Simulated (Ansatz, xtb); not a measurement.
## Two isomers of C3H3BF2O

We compare X, `C=C(C=O)B(F)F`, a singlet, with Y, `O=C=CCB(F)F`, a singlet. Both are isolated molecules in the gas phase, relaxed with B3LYP-D3(BJ)/def2-SVP; each stands in its lowest conformer found.

Problem. Estimate E(Y) − E(X) at the level CCSD(T)/def2-SVP + ΔMP2/def2-TZVPP.

Solution. Calculated at CCSD(T)/def2-SVP + ΔMP2/def2-TZVPP: E(Y) − E(X) = +0.125 eV, so structure X lies lower.

The same difference at several levels:

```tsv
level	geometry	E(Y) − E(X) (eV)	departure from the last row (eV)	job, with rough time for the two
GFN2-xTB	GFN2-xTB	−0.500	−0.624	optimisation, 0.32 s
HF/STO-3G	GFN2-xTB	+0.063	−0.062	single point, 0.82 s
r2SCAN-D4/def2-SVP	GFN2-xTB	+0.005	−0.120	single point, 4.7 s
B3LYP-D3(BJ)/def2-SVP	B3LYP-D3(BJ)/def2-SVP	+0.072	−0.053	optimisation, 89 s
HF/def2-SVP	B3LYP-D3(BJ)/def2-SVP	+0.197	+0.073	part of the CCSD(T) run
MP2/def2-SVP	B3LYP-D3(BJ)/def2-SVP	+0.018	−0.106	part of the CCSD(T) run
CCSD(T)/def2-SVP	B3LYP-D3(BJ)/def2-SVP	+0.140	+0.015	single point
CCSD(T)/def2-SVP + ΔMP2/def2-TZVPP	B3LYP-D3(BJ)/def2-SVP	+0.125		single point, 64 s
```

As drawn, both hold the same kinds of bond in the same numbers.

GFN2-xTB puts the two in the other order. r2SCAN-D4/def2-SVP, MP2/def2-SVP find them nearly level. The largest departure from CCSD(T)/def2-SVP + ΔMP2/def2-TZVPP is that of GFN2-xTB, 0.624 eV. The last row adds to CCSD(T) the change of the MP2 difference between the two basis sets, here −0.015 eV.

With thermal terms from frequencies at re-optimised GFN2-xTB minima (ideal gas, soft modes damped towards free rotors, one conformer each, 298.15 K, 1 atm): the zero-point term adds +0.005 eV; ΔH is +0.135 and ΔG +0.120 eV.

The correlated steps freeze 7 core orbitals. Programs: Ansatz 0.2.0, xtb 6.7.1; the last row on 2 threads of Intel(R) Xeon(R) Processor @ 2.70GHz on a shared host.

The 2-borylacrolein X lies modestly below the borylmethylketene Y, and every level except GFN2-xTB gives that order, though r2SCAN-D4 and MP2 leave it almost undecided. Equal bond counts hide different bonding. X has a conjugated enal whose C=C bond can also donate weakly into the boron p orbital, which is already partly filled by fluorine lone pairs. In Y a saturated CH2 group interrupts that π contact, and the ketene carbon is sp-hybridised with two orthogonal π systems. The small gap suggests that the strong C=O bond of the ketene and its oxygen lone-pair donation offset much of the conjugation lost.

Correlation favours Y relative to Hartree–Fock, but MP2 overshoots and CCSD(T) restores most of the preference for X, probably because second-order theory exaggerates the correlation of the closely packed cumulated π electrons. Entropy slightly favours Y without reversing the order, as ΔG remains +0.120 eV. This is a thermodynamic preference only; without a barrier, it doesn't show whether Y would persist or rearrange.
